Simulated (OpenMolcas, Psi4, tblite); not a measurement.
# C2H6AlF (SMILES [CH3][Al]([CH3])[F]): methods side by side

The species is C2H6AlF (10 atoms), meant as a singlet with charge 0. SMILES: `[CH3][Al]([CH3])[F]`. Geometry: relaxed at PBE0-D4/def2-TZVP.

```xyz
10

C    -0.5667    1.4126   -0.8585
Al   -0.2886   -0.4453   -0.3643
C     0.7947   -1.0931    1.1122
F    -1.0473   -1.6006   -1.2813
H    -1.1844    1.5171   -1.7529
H    -1.0540    1.9634   -0.0468
H     0.3871    1.9173   -1.0438
H     0.1894   -1.6767    1.8132
H     1.2698   -0.2838    1.6720
H     1.5832   -1.7623    0.7534
```

Quantity: the dipole moment, in D. The values are calculated.

```tsv
level	kind	program	value (D)	CPU time
GFN1-xTB	semi-empirical	tblite	3.09	under 2 s
HF/def2-SVP	Hartree–Fock	OpenMolcas	1.98	6.6 s
SVWN5/def2-SVP	LDA	OpenMolcas	1.84	23 s
PBE/def2-SVP	GGA	OpenMolcas	1.75	31 s
M06-L/def2-SVP	meta-GGA	OpenMolcas	1.82	40 s
TPSS/def2-SVP	meta-GGA	OpenMolcas	1.69	44 s
M06-2X/def2-SVP	hybrid meta-GGA	OpenMolcas	1.88	41 s
CAM-B3LYP/def2-SVP (density fitting)	range-separated hybrid	Psi4	1.81	6.2 s
```

The values span 1.69 to 3.09 D. Magnitudes only. Times are those of the runs behind each value, whatever else they computed, on shared processors of several kinds: orders of magnitude only.

All the methods give dimethylaluminium fluoride a substantial dipole, but GFN1-xTB stands apart at 3.09 D, while the Hartree–Fock and density-functional values lie between 1.69 and 1.98 D. The polarity comes from electropositive aluminium bound to much more electronegative fluorine. The Al–C bonds are also polarised towards carbon, and in the trigonal arrangement their resultant opposes the Al–F contribution. Donation from the fluorine lone pairs into the formally empty aluminium p orbital reduces the charge separation further.

The net moment is therefore a difference between larger terms, and the spread probably reflects how each method balances them. Hartree–Fock gives the largest value apart from GFN1-xTB, but exact exchange doesn't order the whole set: SVWN5 and M06-L, which have none, both lie slightly above CAM-B3LYP. Nor do the two meta-GGAs behave as a class, since they fall on either side of PBE. The closeness of the density-functional values doesn't establish their accuracy, because they share a small basis without diffuse functions, to which dipole moments are sensitive.
